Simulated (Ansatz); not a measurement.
## Sc: energy above lowest point against volume scale

Free energy against uniform scaling of the volume at fixed shape and fractions; periodic cell, basis, potentials, k mesh and filling as listed. The results are calculated, by Ansatz 0.2.0.

The cell before it is scaled or strained (space group P6_3/mmc, No. 194):
```
cell vectors (Å)
   3.3090     0.0000     0.0000
  -1.6545     2.8657     0.0000
   0.0000     0.0000     5.2733
atoms (fractions of the cell vectors)
Sc  0.33333  0.66667  0.25000
Sc  0.66667  0.33333  0.75000
```

Settings of every row: functional r2SCAN; dispersion none; potentials PAW; wave cutoff 600 eV; density cutoff 2400 eV; k mesh 10x10x6; k shift 0x0x0; occupations fermi dirac; smearing width 0.1 eV; spin none.

Limits: coarse k mesh, up to 40 meV an atom off.

```csv
row,volume scale,V (Å³/atom),energy above lowest point (meV/atom)
1,0.94,23.502,17.3
2,0.96,24.002,?
3,0.98,24.502,1.9
4,1,25.002,0
5,1.02,25.502,1.5
6,1.04,26.002,6.2
7,1.06,26.502,13.9
```

Question: what energy above lowest point should row 2 give?

Worked fit of energy above lowest point. Take u = (V_r/V)^(2/3) − 1 with V_r = 25.252 Å³ an atom, which is twice the finite (Eulerian) strain; such expansions in the strain, on which the Birch-Murnaghan equation of state is built, carry the rest volume and the bulk modulus. The shown rows have u = 0.04904, 0.0203, 0.00666, -0.00655, -0.01932, -0.0317. Least squares give energy above lowest point = 0.32 − 115.9 × u + 9680 × u² − 5261 × u³ meV/atom; a parabola predicts inner rows, each left out in turn, worse (root mean square 0.1 against 0.037 meV/atom). All shown rows lie on it to the printed digit. Its lowest point lies at u = 0.0060, or V = 25.03 Å³ an atom, and the curvature there gives the bulk modulus at fixed shape and fractions, B = (4/9)(1 + u)² E″(u)/V = 55.2 GPa. Letting shape and atoms relax would as a rule lower it, by much in layered, chain or molecular crystals. The withheld row has u = 0.03442, so the fit gives 0.32 − 115.9 × (0.03442) + 9680 × (0.03442)² − 5261 × (0.03442)³ = 7.6 meV/atom.

The calculation gave 7.6 meV/atom. The fit meets it to the printed digit.
